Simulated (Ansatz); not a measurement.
Pd: energy change per atom and pressure against volume scale

All results are calculated (Ansatz 0.2.0). Plane-wave DFT, scalar-relativistic PAW made under PBE with cores redone for the functional, no dispersion; the given relaxed cell is scaled uniformly, energy at zero smearing counts from the unscaled cell, pressure at the given Fermi-Dirac smearing is positive in compression.

The cell before it is scaled or strained (space group Im-3m, No. 229):
```
cell vectors (Å)
   3.1090     0.0000     0.0000
   0.0000     3.1090     0.0000
   0.0000     0.0000     3.1090
atoms (fractions of the cell vectors)
Pd  0.00000  0.00000  0.00000
Pd  0.50000  0.50000  0.50000
```

Settings of every row: spin polarised yes; functional r2SCAN; wave cutoff 500 eV; smearing width 0.05 eV; k mesh 11x11x11.

Atom:
| element | starting moment (Bohr magneton) |
| --- | --- |
| Pd | 0.5 |
| Pd | -0.5 |

Limits: search for a lower magnetic state is off; the cell comes from a prototype or a list of computed structures and needn't be the stable phase.

| row | volume scale | V (Å³/atom) | energy change per atom (meV) | pressure (GPa) |
| --- | --- | --- | --- | --- |
| 1 | 0.88 | 13.223 | 160.83 | 32.83 |
| 2 | 0.92 | 13.824 | ? | ? |
| 3 | 0.96 | 14.425 | 14.87 | 8.34 |
| 4 | 1.04 | 15.627 | 12.33 | -6.26 |
| 5 | 1.08 | 16.228 | 45.66 | -11.14 |
| 6 | 1.12 | 16.829 | 94.98 | -14.85 |

Largest site moment is 0 Bohr magneton in every row.

Question: what energy change per atom and pressure should row 2 give?

Worked fit of energy change per atom. Take u = (V_r/V)^(2/3) − 1 with V_r = 15.627 Å³ an atom, which is twice the finite (Eulerian) strain; such expansions in the strain, on which the Birch-Murnaghan equation of state is built, carry the rest volume and the bulk modulus. The shown rows have u = 0.1178, 0.05481, 0, -0.02484, -0.0482. Least squares give energy change per atom = 10.774 − 893.488 × u + 18352.35 × u² meV; a straight line predicts inner rows, each left out in turn, worse (root mean square 62 against 3.5 meV). The rows lie off it by 0.64, -2.06, 1.56, 1.37, -1.50 (root mean square 1.5 meV). The withheld row has u = 0.08516, so the fit gives 10.774 − 893.488 × (0.08516) + 18352.35 × (0.08516)² = 67.78 meV.

The calculation gave 65.02 meV. The fit lies 2.76 meV (4.2 % of the value, 1.9 % of the column's range) above it; its largest miss of a shown row is 2.06 meV.

Worked fit of pressure. Take u = (V_r/V)^(2/3) − 1 with V_r = 15.627 Å³ an atom, which is twice the finite (Eulerian) strain; such expansions in the strain, on which the Birch-Murnaghan equation of state is built, carry the rest volume and the bulk modulus. The shown rows have u = 0.1178, 0.05481, 0, -0.02484, -0.0482. Least squares give pressure = −6.394 + 219.258 × u + 961.49 × u² GPa; a straight line predicts inner rows, each left out in turn, worse (root mean square 3.2 against 0.29 GPa). The rows lie off it by 0.05, -0.17, 0.13, 0.11, -0.12 (root mean square 0.12 GPa). The withheld row has u = 0.08516, so the fit gives −6.394 + 219.258 × (0.08516) + 961.49 × (0.08516)² = 19.25 GPa.

The calculation gave 19.02 GPa. The fit lies 0.23 GPa (1.2 % of the value, 0.48 % of the column's range) above it; its largest miss of a shown row is 0.17 GPa.
